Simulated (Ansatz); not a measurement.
Bulk crystal (Au) after relaxation:

```
CELL_PARAMETERS angstrom
0.00000 2.07905 2.07905
2.07905 0.00000 2.07905
2.07905 2.07905 0.00000
ATOMIC_POSITIONS crystal
Au 0.00000 0.00000 0.00000
```

Miller indices refer to the conventional cell of Fm-3m (No. 225), a = 4.158 Å, b = 4.158 Å, c = 4.158 Å, α = 90.00°, β = 90.00°, γ = 90.00°.

The (110) slab of 7 planes, 8.8 Å thick with 15 Å of vacuum as cut; outer planes Au (top) and Au (bottom).

These are results of DFT PBE, scalar-relativistic, plane waves, PAW (Ansatz 0.2.0), not measurements. Cutoff 420 eV; k points 12×8×1 on the computed 7-atom cell (Γ-centred); Gaussian smearing, width 0.10 eV; no spin polarisation. The cell repeats along c with a dipole correction in the vacuum.

Results for the relaxed slab:

```json
{"Surface energy (mean of both faces)": "0.90 J/m²", "Work function": "4.99 eV"}
```

Relaxation lowers the energy by 0.053 J/m² a face; the largest move is 0.102 Å.

```json
{"plane (bottom to top)": "1", "atoms": "Au", "spacing to next, bulk (Å)": "1.470", "relaxed (Å)": "1.289", "change (%)": "-12.3"}
{"plane (bottom to top)": "2", "atoms": "Au", "spacing to next, bulk (Å)": "1.470", "relaxed (Å)": "1.573", "change (%)": "+7.0"}
{"plane (bottom to top)": "3", "atoms": "Au", "spacing to next, bulk (Å)": "1.470", "relaxed (Å)": "1.446", "change (%)": "-1.6"}
{"plane (bottom to top)": "4", "atoms": "Au", "spacing to next, bulk (Å)": "1.470", "relaxed (Å)": "1.446", "change (%)": "-1.6"}
{"plane (bottom to top)": "5", "atoms": "Au", "spacing to next, bulk (Å)": "1.470", "relaxed (Å)": "1.573", "change (%)": "+7.0"}
{"plane (bottom to top)": "6", "atoms": "Au", "spacing to next, bulk (Å)": "1.470", "relaxed (Å)": "1.289", "change (%)": "-12.3"}
{"plane (bottom to top)": "7", "atoms": "Au", "spacing to next, bulk (Å)": "", "relaxed (Å)": "", "change (%)": ""}
```

Slabs this thin can still miss converged surface energies by a few hundredths of a J/m² and work functions by about a tenth of an eV.

Spin-orbit coupling is left out, which matters for the bands of heavy elements.

Worked out: the slab's 7 atoms lie 1.373 eV above the same atoms in the bulk. Shared over two faces of 12.23 Å² this is 56.1 meV/Å², and 1 eV/Å² is 16.02 J/m², which gives 0.90 J/m². The cut crosses 6 bonds a cell (neighbours within 10 % of the shortest distances), so each costs 0.23 eV on this count. The top spacing shrinks by 12.3 %, as is usual at a metal's surface, where atoms that lost neighbours bind closer to those left; the next one widens by 7.0 %, so the relaxation alternates in sign.

The modest energy per cut bond reflects the many-body character of metallic bonding: when an atom loses neighbours, its remaining bonds strengthen, so breaking a few costs less than an equal share of the cohesive energy. The alternating relaxation also fits the open fcc(110) stacking. Each outermost atom sits directly above a third-plane atom that is also a nearest neighbour, so widening the second spacing by 7.0 % offsets much of the 12.3 % contraction above it and limits compression of that direct bond.

The relaxed structure is nevertheless not the known ground state of clean Au(110), which forms a missing-row reconstruction exposing small (111)-like facets. With one atom per plane, the computed cell cannot remove alternate rows, so it imposes the unreconstructed periodicity. The value of 0.90 J/m² therefore describes the bulk-terminated surface after relaxation, and the work function of 4.99 eV likewise belongs to that termination. Neither the small relaxation energy nor the symmetric spacings are evidence that this surface is stable against reconstruction.
